**Question**

I'm looking at hydrogen transfer from BH₃ to a nitrogen atom, in the quartet state. At one geometry on the way, H₂B···H···N, I have total energies from Hartree–Fock up to coupled cluster with quadruples. The prefixes R and U mean restricted and unrestricted orbitals. The active space called "pair" holds 5 electrons in 5 orbitals, and "valence" holds 11 in 11.

Total energies of neutral quartet BH₃N (H₂B···H···N), computed with Ansatz 0.2.0 in the cc-pVDZ basis with frozen cores, at one geometry built from rigid PBE0/def2-TZVP fragments. The reference level is UCCSDT(Q), and the active spaces hold 5 electrons in 5 orbitals (pair) or 11 in 11 (valence).

| level | this level less the reference (UCCSDT(Q), same basis) (meV) |
| --- | --- |
| RHF | 6265.6 |
| UHF | 6056.2 |
| RMP2 | 1248.7 |
| UMP2 | 1233.6 |
| CISD | 492.2 |
| RCCSD | 127.5 |
| UCCSD | 123.7 |
| RCCSD(T) | 26.8 |
| UCCSD(T) | 25.4 |
| BCCD(T) | 27.1 |
| RCCSDT | 6.0 |
| UCCSDT | 4.3 |
| RCCSDT(Q) | 1.7 |
| CASSCF pair | 5764.6 |
| NEVPT2 pair | 1223.6 |
| CASSCF valence | 4606.5 |
| NEVPT2 valence | 1123.3 |

I want a barrier good to about 1 kcal/mol (43 meV). The T1 diagnostic of the restricted CCSD(T) run is 0.023, above the usual warning mark of 0.02. Do I need a multireference method? Is CCSD(T) enough, and would something cheaper do?

**Answer**

Use CCSD(T), with either set of orbitals, and spend what is left of your budget on a larger basis. I see no sign here that you need a multireference method.

Your table holds errors of total energies at one point, while a barrier is a difference between two points. Whatever error both points share drops out. To reach 43 meV, UMP2 would need 96% of its error to cancel and UCCSD 65%. At this point CCSD(T) is already within the target before any cancellation, so it depends far less on cancellation, whose size a single point can't show.

**What the warning means.** The restricted determinant gives the up and down electrons of a pair the same orbital. Three unpaired up electrons act differently on the two, because exchange works only between like spins. UHF lets the orbitals differ and gains 209 meV. A restricted calculation must recover this spin polarisation later, largely through single excitations, and T1 measures the size of those.

The MP2 energies show the repair. The restricted version gains 118 meV from singles and 77 meV more from doubles than the unrestricted one, which closes the gap to 15 meV. At CCSD(T) only 1.4 meV remains. With UHF orbitals T1 falls to 0.013, so the warning is mostly about the orbitals. The coupled-cluster runs also show no large double excitation, as a second important determinant would normally produce.

**Why CISD is a poor bargain.** CISD and CCSD are both built from single and double excitations, and their costs grow with the same power of system size. Yet CISD lies 365 meV above RCCSD. While one electron pair is excited in CISD, all the others must stay in the reference determinant and lose their own correlation. Coupled cluster includes the products in which several pairs are excited at once.

A small model gives the size of this loss. Take N independent pairs, each with one double excitation that costs an energy D and couples to the reference with strength k. Alone, each pair lowers the energy by x. CISD, which excites only one pair at a time, lowers the total by E:

- each pair alone: x² + Dx = k²
- CISD for all pairs: E² + DE = Nk²

Eleven electrons make N = 5.5. For the full lowering Nx I take the RCCSD correlation energy, 6.138 eV (6265.6 − 127.5 meV). For D I take twice the gap between the average occupied level and the average of the lowest empty ones, roughly 58.4 eV; the higher empty levels, left out here, would raise it. Then:

- Nk² = 6.138²/5.5 + 58.4 × 6.138 ≈ 365 eV²
- E = −29.2 + √(29.2² + 365) ≈ 5.70 eV

The predicted loss is 0.44 eV, against 0.36 eV in the table. Nothing was fitted to this gap, but D depends on how many empty levels enter the average: making it half as large again gives 0.31 eV. Real pairs also influence one another, so trust only the order of magnitude. The useful lesson is the growth with size. For two distant copies of the system the model loses 3.8 times as much, where a sound method would make just twice the error. The printed analysis below gives these estimates and the steps between levels.

**What triples add.** CCSD treats the correlated motion of two electrons well, but a third electron nearby changes that motion. The (T) correction estimates this effect from the finished CCSD amplitudes and lowers the restricted energy by 101 meV. That is 83% of what full triples bring. The other 21 meV arises because (T) doesn't let the triples act back on the doubles or on each other. Brueckner orbitals, in BCCD(T), leave practically the same error, so a better determinant is no cure for it.

Quadruples, estimated by (Q), add only about 4 meV. Don't read the 4.3 meV of UCCSDT as a test against an exact answer: it is simply the (Q) step of the reference itself. The 1.7 meV of RCCSDT(Q) likewise shows how much the choice of orbitals still matters.

**Why active spaces don't help here.** CASSCF deals well with a few determinants of similar weight. Most of the correlation in your system is of another kind: many small excitations by which electrons avoid each other at short range. The valence space lowers the energy by 1659 meV from RHF, yet NEVPT2 built on it ends only 125 meV below RMP2. Much of what the active space captured, second-order perturbation theory would have found anyway.

Both NEVPT2 errors stay above 1.1 eV, close to those of MP2, because correlation outside the active space is still treated only to second order. Much of this error may cancel in a barrier, but one point can't show how much. CASSCF can settle on a higher solution, so I would not interpret the finer differences between the two spaces. If you follow the path to a geometry where two determinants become comparable, the judgement can change, and NEVPT2 may then be the safer choice.

**What to run.** By the usual scaling laws, doubling the system multiplies the cost of MP2 by about 32, CCSD by 64, (T) by 128 and full triples by 256. I would proceed as follows:

1. Use MP2 for a first look at the path, not for the final barrier.
2. Compute the barrier with CCSD(T), keeping the same kind of orbitals at every point.
3. Enlarge the basis. All errors in your table are within one small basis, whose own error comes on top and is usually well above the 21 meV that (T) leaves.
4. If you need about 10 meV, compute the difference between CCSDT and CCSD(T) in the small basis at both ends of the barrier and add its change. At that accuracy the remaining basis error, core correlation and quadruples need a check too.

Also locate the real saddle point first. Your geometry was put together from rigid fragments, and the forces on it are still large. If the barrier is meant for a model of boron nitride film growth, 43 meV changes a room-temperature rate by a factor of about five, so both the geometry and the level of theory matter. For a hydrogen transfer, such a rate also needs zero-point energy and tunnelling.

Numerical output:

```
one kcal/mol (meV): 43.36
UHF below RHF (meV): 209.4
UMP2 below RMP2 (meV): 15.1
UCCSD(T) below RCCSD(T) (meV): 1.4
singles term in RMP2 (meV): 117.6
doubles of RMP2 larger than those of UMP2 by (meV): 76.67
share of the RHF error removed by RMP2 (percent): 80.07
share of the CASSCF pair error removed by NEVPT2 (percent): 78.77
share of the CASSCF valence error removed by NEVPT2 (percent): 75.61
CASSCF valence below RHF (meV): 1659
NEVPT2 valence below RMP2 (meV): 125.4
NEVPT2 pair below RMP2 (meV): 25.1
determinants in the pair space without symmetry: 25
determinants in the valence space without symmetry: 108900
CISD above RCCSD (meV): 364.7
rough cost of a double excitation (eV): 58.4
pair model, CISD above CCSD (meV): 438.9
pair model with the cost half as large again (meV): 309.6
pair model, loss for two distant copies over loss for one: 3.841
step from RCCSD to RCCSD(T) (meV): 100.7
step from RCCSD to RCCSDT (meV): 121.5
share of the triples step caught by (T), restricted (percent): 82.88
share of the triples step caught by (T), unrestricted (percent): 82.33
step from UCCSD(T) to UCCSDT (meV): 21.1
step from RCCSDT to RCCSDT(Q) (meV): 4.3
share of the UMP2 error that must cancel for one kcal/mol (percent): 96.48
share of the CISD error that must cancel for one kcal/mol (percent): 91.19
share of the UCCSD error that must cancel for one kcal/mol (percent): 64.94
cost factor of (T) for twice the size, seventh power: 128
cost factor of full triples for twice the size, eighth power: 256
```
